**Q:** I work with thallium ions of very different charge, and I often want to know how much correlation energy a Dirac-Hartree-Fock calculation leaves out. What controls its size along such a series?

**A:** The number of electrons controls it, far more than the size of the ion or its excitation energies. The table gives the second-order correlation energy of twenty thallium ions on the closed-shell Dirac-Hartree-Fock determinant.

Closed-shell thallium ions, B-spline many-body code 1: second-order perturbation theory on the Dirac-Hartree-Fock determinant, no-pair Dirac-Coulomb, all electrons, nuclear rms radius 5.4759 fm. The summed energy and its direct and exchange parts run to partial wave l = 7; the extrapolated energy, also used per electron, adds higher waves falling as (l+1/2)^-4.

```
species   Z  charge (e)  electrons                configuration  second order energy extrapolated (hartree)  second order energy summed (hartree)  direct part (hartree)  exchange part (hartree)  second-order energy per electron (eV)
    Tl+  81           1         80           [Xe] 4f14 5d10 6s2                                      -5.684                                -5.436                 -7.079                    1.643                                -1.9333
   Tl3+  81           3         78               [Xe] 4f14 5d10                                      -5.516                                -5.269                 -6.865                    1.596                                -1.9243
  Tl13+  81          13         68                    [Xe] 4f14                                      -4.919                                -4.703                 -6.145                    1.441                                -1.9685
  Tl17+  81          17         64  [Kr] 4d10 4f14 5s2 (5p1/2)2                                      -4.631                                -4.426                 -5.799                    1.374                                -1.9691
  Tl19+  81          19         62           [Kr] 4d10 4f14 5s2                                      -4.472                                -4.272                 -5.615                    1.343                                -1.9627
  Tl29+  81          29         52           [Kr] 4d10 (4f5/2)6                                      -3.454                                -3.321                 -4.420                    1.099                                -1.8072
  Tl35+  81          35         46                    [Kr] 4d10                                      -3.046                                -2.957                 -3.990                    1.033                                -1.8020
  Tl41+  81          41         40                [Kr] (4d3/2)4                                      -2.631                                -2.569                 -3.484                   0.9146                                -1.7899
  Tl45+  81          45         36            [Ar] 3d10 4s2 4p6                                      -2.326                                -2.277                 -3.124                   0.8470                                -1.7584
  Tl49+  81          49         32       [Ar] 3d10 4s2 (4p1/2)2                                      -1.999                                -1.956                 -2.686                   0.7296                                -1.6995
  Tl51+  81          51         30                [Ar] 3d10 4s2                                      -1.850                                -1.810                 -2.491                   0.6811                                -1.6782
  Tl53+  81          53         28                    [Ar] 3d10                                      -1.652                                -1.614                 -2.219                   0.6048                                -1.6058
  Tl59+  81          59         22                [Ar] (3d3/2)4                                      -1.333                                -1.315                 -1.820                   0.5053                                -1.6485
  Tl63+  81          63         18                 [Ne] 3s2 3p6                                      -1.155                                -1.146                 -1.668                   0.5223                                -1.7459
  Tl67+  81          67         14            [Ne] 3s2 (3p1/2)2                                     -0.7716                               -0.7665                 -1.142                   0.3754                                -1.4997
  Tl69+  81          69         12                     [Ne] 3s2                                     -0.6477                               -0.6438                -0.9773                   0.3336                                -1.4686
  Tl71+  81          71         10                 [He] 2s2 2p6                                     -0.4622                               -0.4588                -0.6838                   0.2250                                -1.2577
  Tl75+  81          75          6            [He] 2s2 (2p1/2)2                                     -0.2863                               -0.2854                -0.4417                   0.1563                                -1.2986
  Tl77+  81          77          4                     [He] 2s2                                     -0.2987                               -0.2984                -0.4870                   0.1885                                -2.0321
  Tl79+  81          79          2                          1s2                                    -0.05303                              -0.05291                -0.1040                  0.05109                               -0.72145
```

Let $N$ be the number of electrons and $E_2$ the extrapolated second-order energy. The summed energy stops at partial wave $l=7$, the extrapolated one adds an estimate of all higher waves, and the energy per electron is $E_2/N$ in eV. The direct and exchange parts add up to the summed energy, without the tail. The magnitude of $E_2$ rises with $N$ from each row to the next, with one exception: Tl77+ with four electrons has more than Tl75+ with six.

The same calculations give a dipole polarisability of 24.1 bohr³ for Tl+ and $1.4\times10^{-7}$ bohr³ for Tl79+, eight orders of magnitude apart. Over the whole table the energy per electron stays between $-0.72$ and $-2.03$ eV.

**Q:** Why should a tightly bound electron correlate about as much as a loose one? It is far harder to excite.

**A:** It is harder to excite, but it also repels its neighbours more strongly, and in second order the two effects cancel. The energy is a sum over pairs of occupied orbitals $a,b$ excited to empty orbitals $r,s$, with orbital energies $\varepsilon$:

$$E_2=-\sum_{a<b}\,\sum_{r<s}\frac{|\langle rs\|ab\rangle|^2}{\varepsilon_r+\varepsilon_s-\varepsilon_a-\varepsilon_b}$$

The antisymmetrised element $\langle rs\|ab\rangle$ yields the negative direct part and the positive exchange part. Shrink all orbitals by a factor $\lambda$. A Coulomb element is an average of $1/r_{12}$ and grows as $\lambda$, so the numerator grows as $\lambda^2$. Without relativity, excitation energies between shells scale like kinetic energies, also as $\lambda^2$; for the inner shells of thallium this holds only approximately. The ratio stays put, and a pair energy is to leading order a pure number in hartree that depends on the shapes of the two orbitals and on which orbitals are empty.

This is a theoretical argument, and the table agrees with it only in the broad sense just quoted. It can't test it sharply, because $Z$ is fixed at 81 and the charge is $81-N$, so that a dependence on charge cannot be told from a dependence on $N$.

**Q:** Then a fixed amount per electron should do. Does it?

**A:** Only roughly. The best constant for the 17 rows with $N\ge10$, chosen by least squares in the relative error, is 1.69 eV per electron. It misses $E_2$ by 12.5% rms, overshoots Tl71+ by 34% and falls 12 to 14% short for the five largest ions. The energy per electron creeps upward because an electron in a larger ion has more partners.

The pair energies of these calculations show how that works. In Tl+ the three 4f–4f terms are $-0.365$, $-0.226$ and $-0.124$ hartree, together $-0.715$. Fourteen electrons form 91 pairs, so a pair gives about $-0.008$ hartree. The single 1s pair of Tl79+ gives $-0.053$. Each pair in a large shell is weaker, since two f electrons mostly stay in different directions and many have parallel spins, but each electron has thirteen partners in its own shell and more in shells of similar radius. The growth with $N$ is therefore faster than linear but much slower than the $N^2$ of plain pair counting, because electrons in shells of very different radius overlap little. The fourteen largest pair energies of Tl+ all involve a d or an f subshell. The outer 6s² pair is not weak for its size, though: removing it changes $E_2$ by 0.168 out of 5.684 hartree, about 3% of the energy for 2 of the 80 electrons.

**Q:** What form would theory suggest for something between $N$ and $N^2$?

**A:** The electron gas suggests $N\ln N$. There the direct second-order energy per electron at small momentum transfer $q$ is $-\frac{2(1-\ln2)}{\pi^2}\int dq/q$ hartree, which diverges logarithmically because of the long range of the Coulomb force. A finite ion of radius $R$ has no transfers below about $1/R$. With $k_F$ the Fermi wave number, $k_FR\sim N^{1/3}$, so the integral becomes $\tfrac13\ln N$ plus a constant, and the slope is $2(1-\ln 2)/3\pi^2=0.0207$ hartree. The second-order exchange term of the gas has no divergence and is a constant, $+0.0242$ hartree per electron. Together they give the form

$$E_2\approx-N\,(a+b\ln N).$$

A least-squares fit of the relative error over the 17 rows with $N\ge10$ gives $a=0.688$ eV and $b=0.296$ eV. Rounding $b$ and readjusting $a$ to match leaves a rule for hand use:

$$E_2\approx-N\,(0.67+0.30\ln N)\ \text{eV},\qquad 1\ \text{hartree}=27.211\ \text{eV}.$$

The three smallest ions were left out of the fit because a few pairs decide their energy and a gas argument has no footing there. The two constants trade against each other over this short range of $\ln N$, so neither has a meaning of its own.

**Q:** Show me how it goes for a low and a high charge state.

**A:** For Tl+, $N=80$ and $\ln80=4.382$. The bracket is $0.67+1.315=1.985$ eV per electron, against 1.93 in the table. Multiplying by 80 gives $-158.8$ eV, or $-5.84$ hartree. The table has $-5.684$, so the rule is too large in magnitude by 0.15 hartree, 2.7% of $E_2$.

For Tl63+, $N=18$ and $\ln18=2.890$. The bracket is $0.67+0.867=1.537$ eV, against 1.75 in the table. The total is $-27.7$ eV, or $-1.017$ hartree, where the table has $-1.155$. The rule is 12% too small in magnitude, its worst relative miss for $N\ge10$. Both rows belong to the fit, so these two comparisons show how closely the form follows the data and are not predictions.

**Q:** And over the whole table?

**A:** For $N\ge10$ the rms error is 4.2% of $E_2$. From $N=30$ upward it is 1.9%, and no row there is off by more than 2.8%. Between 10 and 28 electrons the errors run from $+8$% to $-12$%. All of these lie far above the rounding of the table, which is at most 0.04%, so the misses do not come from rounding, though for the largest ions the partial-wave tail adds an uncertainty of about 1%.

Outside the fitted range the rule is 7% low for Tl75+, 22% high for Tl79+ and 47% low for Tl77+. It should not be used below ten electrons for more than an order of magnitude.

**Q:** Does that success confirm the logarithm?

**A:** It does not. A straight line, $E_2\approx-1.98\,(N-3.5)$ eV, fitted in the same way to the same rows, has an rms error of 4.1%, as good as the logarithm, and a milder worst case of 8.7%, again at Tl63+. For Tl+ it gives $1.98\times76.5=151.5$ eV, 2.1% too little. It is easy to remember as two electronvolts for every electron after the first three or four. The logarithm does better from $N=30$ upward, 1.9% against 3.3%, and it degrades more gently at small $N$, where the line has the wrong sign for Tl79+. Those are practical reasons for preferring it and no more.

The slope also disagrees with the gas. The fitted $b$ is 0.0109 hartree, about half of 0.0207. The argument puts the logarithm in the direct part, and the direct part per electron, fitted alone over the same rows, has a slope of only 0.0068. The rest of $b$ comes from two drifts visible in the columns: exchange per electron is smaller in the large ions, and the extrapolated tail, which the direct column lacks, grows from under 1% to over 4% of $E_2$. My guess is that at most six shells are too few, and the density too uneven, for the asymptotic coefficient to appear, but nothing here tests that.

**Q:** Is any part of the gas picture quantitatively right?

**A:** The exchange part comes close without any fitting. For $N\ge10$ the exchange part per electron averages 0.0230 hartree against the gas value 0.0242, with a range from 0.0205 in Tl+ and Tl3+ to 0.0290 in Tl63+. A hand estimate of $0.023N$ hartree is therefore usable, bearing in mind that the column stops at $l=7$. That exchange stays near a constant is plausible on physical grounds, since it needs parallel spins at short range and so gains little from distant partners. The split into parts also counts each electron with itself, a contribution that cancels in the sum; in 1s² it is, without relativity, the whole exchange part. Even there the exchange part is 0.0255 hartree per electron, close to the gas value although two electrons are no gas, so the agreement may be partly accidental.

The ratio of exchange to direct part has a fixed point at the other end. For two electrons in one spatial orbital the non-relativistic closed-shell sum is twice the direct integral minus the exchange integral, and the two integrals are equal, so the ratio is exactly $-1/2$. Tl79+ has $-0.491$. The ratio then shrinks in magnitude to $-0.232$ in Tl+, with interruptions at Tl69+ and, barely, at Tl51+.

**Q:** The misses below thirty electrons alternate in sign. Can I foresee the sign?

**A:** Largely, by looking for empty orbitals with the same principal quantum number $n$ as occupied ones. The scaling argument assumed that denominators grow as $\lambda^2$. Excitations within one $n$ shell break that assumption. In a bare Coulomb field levels of equal $n$ and $j$ are degenerate, and they are split only by screening, which grows as $\lambda$; levels of different $j$ are also split by fine structure, which is large in thallium. The numerator still grows as $\lambda^2$, so a term between levels of equal $j$ is enhanced in a highly charged ion. Once the receiving subshell is filled, the Pauli principle removes the term.

The rule averages over both situations. It overshoots where an $n$ shell is complete and no such excitation exists: by 22% at $N=2$, 8% at $N=10$ and 4% at $N=28$. It undershoots most, within the fitted range, for 3s²3p⁶, where eight $n=3$ electrons face an empty 3d subshell. The assignment of the Tl63+ excess to 3p→3d excitations is standard theory and is not tested directly here, but the energy gained per added electron fits it. Adding the 3p3/2 electrons brings 2.61 eV each, and filling 3d afterwards brings only 1.21 and 1.45 eV each, because the new electrons add their own pairs while closing channels for the old ones.

The effect is carried by a few electrons, so its relative weight falls as the core grows. The corresponding s²p⁶ rows at $N=36$ and $N=68$ are only 0.7% and 1.7% low. From $N=30$ upward the sign can no longer be foreseen this way: every row there has empty orbitals with the $n$ of an occupied one, yet the rule overshoots six of the eleven, among them Tl29+, Tl3+ and Tl+ by 2.7% each.

**Q:** Is that also why Tl77+ exceeds Tl75+?

**A:** That is the known cause. In the Dirac equation for a bare nucleus 2s and 2p1/2 are degenerate apart from the finite nuclear size, while 2p3/2 is lifted well above them at $Z\alpha\approx0.59$. The excitation 2s²→(2p1/2)² in Tl77+ thus has a small denominator and a large numerator. In Tl75+ the 2p1/2 subshell is full, the term vanishes, and the loss outweighs everything two further electrons add. The table shows the reversal, 0.0124 hartree; the attribution to that one excitation comes from theory. Second order is least reliable for such a term, since the perturbation expression keeps growing as the gap closes while a two-state diagonalisation saturates. The $-0.299$ hartree is what second order gives, and higher orders may change it noticeably.

The pair energies show the same kind of term one shell higher. In Tl69+ the 3s–3s pair is the largest of the ion, $-0.122$ hartree, 66% of the change in summed energy from Tl71+. It does not carry over unchanged: in Tl51+ the 4s–4s pair is $-0.068$, only 35% of the change from Tl53+, and the two 4s–3d pairs together are larger.

**Q:** Could I do better with a small table of pair energies, one per shell pair, and add them up?

**A:** The pair energies of these ions speak against it, because a pair depends on what is empty around it. The 1s–1s pair loses 26% between Tl79+ and Tl69+, as the 2s, 2p and 3s orbitals it could excite into become occupied. The 3d5/2–3d3/2 pair loses 28% between Tl51+ and Tl29+, over which 4p, 4d and 4f5/2 fill, and only 3% more on the way to Tl+. That steadiness is not general. The 3d5/2–3d5/2 pair loses 15% over the first interval and another 17% over the second, in which 4f7/2, an orbital that 3d5/2 can reach by a dipole step, is filled among others. A core pair is therefore not safely transferable even when the next shell is mostly full. A rule in $N$ alone absorbs the blocking on average, which probably helps so crude a form to work to a few per cent.

One step does not follow the simple picture that completing a shell gives little. From Tl29+ to Tl19+, where eight 4f7/2 and two 5s electrons are added, the gain is 2.77 eV per electron, the largest above $N=10$. Pair counting accounts for a good share of it: the 4f pairs rise from 15 to 91, and the 4f–4f energy is $-0.134$ hartree in Tl29+ against the $-0.715$ found for the full shell in Tl+.

**Q:** Several configurations have only the lower fine-structure subshell filled. Does the rule treat them properly?

**A:** It reproduces their second-order energies, with 2.3% rms for the six such rows at $N\ge10$ against 4.9% for the other eleven. That says only that the second-order sum on such a determinant follows electron counting. Tl17+, 29+, 41+, 49+, 59+, 67+ and 75+ are closed in jj coupling alone, and they are not shown to be ground levels. Tl29+ is the most doubtful, since levels of 4f⁶ generally mix 4f5/2 and 4f7/2 strongly, and second order on one determinant describes such mixing poorly.

Tl29+ also displays blocking clearly. Its 4d5/2–4d5/2 pair, $-0.184$ hartree, is twice the 4d5/2–4d3/2 pair, and the 4d5/2 subshell supplies nine times the dipole polarisability of 4d3/2. Within the $n=4$ shell a dipole step from 4d5/2 can reach the empty 4f7/2 orbital, while from 4d3/2 it could reach only filled orbitals, 4f5/2 and the two 4p.

**Q:** How firm are the table values themselves at the level of a few per cent?

**A:** The tail is the soft part for large ions. Under the $(l+\tfrac12)^{-4}$ law the sum from $l=8$ upward is about $7.5^4/(3\cdot8^3)\approx2$ times the last increment. In Tl+ the $l=7$ increment is $-0.121$ hartree and the tail $-0.248$, which is 4.4% of $E_2$; in Tl79+ the tail is 0.2%. That factor of two is built into the extrapolation and tests nothing. Ions with f electrons need high waves because an f orbital excited by even one unit of angular momentum lands in g, and the g wave gives $-1.444$ hartree in Tl+ against $-0.200$ in Tl51+.

In Tl+ the ratio of the last two increments is 0.50 where the law has 0.56, a local exponent of 4.8. Continuing with that exponent gives a tail of $-0.185$ hartree and a total of $-5.436-0.185=-5.621$, a change of 1.1% of $E_2$. The rule would then overshoot Tl+ by about 4% and not 2.7%. The true tail may lie between the two, if the exponent relaxes towards 4 at higher $l$. For the largest ions an agreement better than about 1% thus has no significance.

**Q:** What I measure are differences, such as ionisation energies. May I subtract the rule for two ions?

**A:** Only for a rough size of the correlation part, which comes on top of the Dirac-Hartree-Fock difference. The rule gains about $a+b(1+\ln N)$ per added electron, a smooth rise from 1.7 to 2.3 eV above $N=10$, while the table swings between 1.21 and 2.77 eV, and the rms error of the rule on these steps is 24%. For Tl+ minus Tl3+ the rule gives $-0.168$ hartree, equal to the table, but this is luck: the step just before, which fills 5d, is 1.62 eV per electron against the rule's 2.26. A 2.7% error on the total for Tl+ is already about 4 eV.

The shell argument improves the guess in direction. The steps that add an ns² pair alone lie above the rule at 2s, 3s and 4s and on it at 6s. The steps that fill a d subshell lie below it, apart from 4d3/2, which lies on it.

**Q:** How far can I carry the rule beyond these ions?

**A:** For an ion of a neighbouring heavy element with the same configuration, the scaling argument says $E_2$ should be nearly the same, with the terms between levels of equal $n$ and $j$ growing as the charge rises. That is argued and not shown by a table at one $Z$. For a light neutral atom with the same $N$ the within-shell gaps are comparable to the others, so the sawtooth should be flatter, and the constants fitted here need not hold.

What the rule estimates is the second-order correlation energy of the no-pair Dirac-Coulomb Hamiltonian. Higher orders, the Breit interaction, negative-energy states and QED terms are outside it, and the last three grow in importance at high charge, where the correlation energy itself is smallest. A comparison with a measured energy of Tl79+ or Tl77+ needs those terms before a discrepancy can be laid on correlation.
